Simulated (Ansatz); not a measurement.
**A small benchmark: dipole moment**

8 molecules holding an element from Na to Cl; the dipole moment in D, computed less measured. Shapes, held fixed at every level: PBE0-D4/def2-TZVP. No vibrational averaging. Dipoles are compared by magnitude; molecules under 1 D, whose direction can flip, are left out. Programs: Ansatz 0.2.0. Measured values: NIST CCCBDB.

Levels: A = PBE-D4/def2-TZVPP; B = r2SCAN-D4/def2-TZVPP; C = wB97M-V/def2-TZVPP.

```
                      molecule  measured      A      B      C
       HCl (hydrogen chloride)      1.08  +0.09  +0.14  +0.11
CHCl2F (dichlorofluoromethane)      1.29  -0.13  -0.06  -0.04
         SiH3Cl (chlorosilane)      1.31  -0.15  -0.09  -0.07
     SO2F2 (sulfuryl fluoride)      1.12  -0.01  +0.02  +0.04
           CH4S (methanethiol)      1.52  +0.01  +0.08  -0.01
     C2H3ClO (SMILES CC(=O)Cl)      2.72  -0.05  +0.08  +0.06
      C3H5Cl (SMILES C/C=C/Cl)      1.97  -0.16  -0.04  -0.09
              C3H6S (thietane)      1.85  -0.01  +0.11  +0.02
```

Sum up the errors.


| level | kind | mean error | mean absolute error | worst case |
| --- | --- | --- | --- | --- |
| PBE-D4/def2-TZVPP | GGA | -0.051 | 0.076 | C3H5Cl |
| r2SCAN-D4/def2-TZVPP | meta-GGA | +0.030 | 0.077 | HCl |
| wB97M-V/def2-TZVPP | range-separated hybrid | +0.003 | 0.055 | HCl |

On this set wB97M-V/def2-TZVPP has the smallest mean absolute error and r2SCAN-D4/def2-TZVPP the largest. Without HCl the largest would be that of PBE-D4/def2-TZVPP. PBE-D4/def2-TZVPP is too low in 6 of 8. The tabulated value of HCl is in doubt (older tables, estimates, or at odds with other calculations) and kept here. Over the 7 molecules whose values aren't doubted the mean absolute errors are A 0.074; B 0.069; C 0.047. The smallest two are near a tie. The largest two are near a tie. The set is small.

The functionals differ more clearly in the direction of their errors than in their size. r2SCAN gives a larger dipole than PBE in every molecule, and wB97M-V does so in all but methanethiol, probably because PBE spreads the valence density too evenly across polar bonds. The near-zero mean error of wB97M-V comes from cancellation between positive and negative deviations, not from uniformly small ones.

Dichlorofluoromethane, chlorosilane and the chloropropene come out too low at all three levels. This suggests a shared contribution, such as the common geometries or a basis without diffuse functions, on top of the functional's own error. In the chloropropene, donation from the chlorine lone pair into the π system opposes the σ polarisation of the C–Cl bond, so the net dipole depends on a delicate balance; PBE has its largest shortfall here. The data support a systematic shift between PBE and r2SCAN, but not a firm ranking of their accuracy. Good dipoles also don't establish that the polarisabilities would be equally good.
